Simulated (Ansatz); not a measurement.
## A substitution series on Ge: H to CH3

Gas-phase molecules. On one Ge centre that keeps Br, n of the H ligands are replaced by CH3. The dipole moment y in D at wB97M-V/def2-TZVPP. Shapes: PBE0-D4/def2-TZVP. Programs: Ansatz 0.2.0.

```
   molecule  n  y (D)
     GeH3Br  0   1.95
GeH2(CH3)Br  1   2.48
GeH(CH3)2Br  2      ?
 Ge(CH3)3Br  3   2.94
```

Problem. Fit y = c + s·n to the known rows and predict GeH(CH3)2Br.

Solution. 
1. Means of the 3 rows: n = 1.33333, y = 2.457.
2. Σ(Δn)² = 4.6667, Σ(Δn·Δy) = 1.4733, so the slope is 1.4733/4.6667 = 0.3157.
3. Intercept: 2.457 − (0.3157) × 1.33333 = 2.036. The largest residual of the fit is 0.13.
4. GeH(CH3)2Br: 2.036 + (0.3157) × 2 = 2.67 D.

The run gave 2.77 D, so the prediction is off by -0.10 D, within the largest residual. The step per swap drifts from +0.53 to +0.17 D. Other levels give for GeH(CH3)2Br: PBE-D4/def2-TZVPP 2.67; r2SCAN-D4/def2-TZVPP 2.77 D. Relativity is left out for Br, Ge.

The dipole moment grows with every methyl group, from 1.95 D in GeH3Br to 2.94 D in Ge(CH3)3Br, but by ever smaller steps. Bromine is the negative end of the molecule. Hydrogen bound to germanium is somewhat hydridic and opposes the Ge–Br bond moment, whereas methyl is more polarizable and better able to carry the positive end, so each exchange strengthens the total.

The shrinking steps need not mean that methyl donation saturates. A dipole is a vector: in the two mixed members the unlike ligands leave a component perpendicular to the Ge–Br axis, which cancels by symmetry in both end members. Constant group moments at roughly tetrahedral angles would therefore lift the mixed members above a straight line between the ends, as seen here, and this probably accounts for most of the curvature. The straight line is thus a serviceable interpolation rather than an additivity law, and the magnitudes alone cannot separate this geometric effect from mutual polarization of the ligands.
